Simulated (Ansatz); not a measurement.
# Correcting a cheap level on molecular compounds of Al

The vertical ionisation energy (cation less neutral) in eV of 6 molecular compounds of Al: x at B2PLYP/def2-TZVPP, y at CCSD(T)/def2-TZVPP. Shapes, held fixed at every level: PBE0-D4/def2-TZVP. Flexible molecules stand in one conformer, not always the lowest. Programs: Ansatz 0.2.0.

```
                      molecule  x (eV)  y (eV)
C2H8AlN (SMILES C[N](C)[AlH2])    8.51    8.58
  C2H7Al (SMILES C[CH2][AlH2])    9.77       ?
                   AlH(SiH3)Cl    9.84   10.00
                  AlH(CH3)(OH)   10.38   10.57
C2H2AlF (SMILES C#[C][AlH][F])   11.09   11.16
                     Al(OH)BrF   11.48   11.49
```

Task: Fit y = c + s·x to the known rows and predict y for C2H7Al.

Result: 
1. Means of the 5 rows: x = 10.2600, y = 10.360.
2. Σ(Δx)² = 5.4306, Σ(Δx·Δy) = 5.334, so the slope is 5.334/5.4306 = 0.98221.
3. Intercept: 10.360 − (0.98221) × 10.2600 = 0.283. The largest residual of the fit is 0.092.
4. C2H7Al: 0.283 + 0.98221 × 9.77 = 9.88 eV.

CCSD(T)/def2-TZVPP gives 9.91 eV, so the prediction is off by -0.03 eV, within the largest residual. Uncorrected, B2PLYP/def2-TZVPP misses C2H7Al by -0.14 eV, and the other rows by 0.10 on average. The line removes about 80 % of this miss, partly by chance. Left out in turn, the other rows are missed by 0.12 eV on average, worse than no correction. Cations run unrestricted. Relativity is left out for Br. Outer-core shells of Br are correlated, in sets that cover them unevenly.

B2PLYP puts every ionisation energy below CCSD(T), but the shortfall does not follow the size of the ionisation energy. It is largest for AlH(CH3)(OH), AlH(SiH3)Cl and C2H7Al, where the electron probably leaves a σ orbital with much Al–C or Al–Si bonding character. It is smaller for the amide, the alkynyl compound and the bromide, where the hole should sit mainly in a nitrogen lone pair, the C≡C π system and a bromine lone pair. This suggests that the error depends on the type of hole, possibly because the functional overstabilises a hole spread over several σ bonds.

A straight line in x cannot express such a dependence. Its slope below one reflects the small corrections at the upper end rather than a steady decline, since the correction first grows and then shrinks along the series. The good value for ethylalane therefore owes much to its place between an amide with a small shortfall and σ-type neighbours with larger ones, and does not support using the line for aluminium compounds in general.
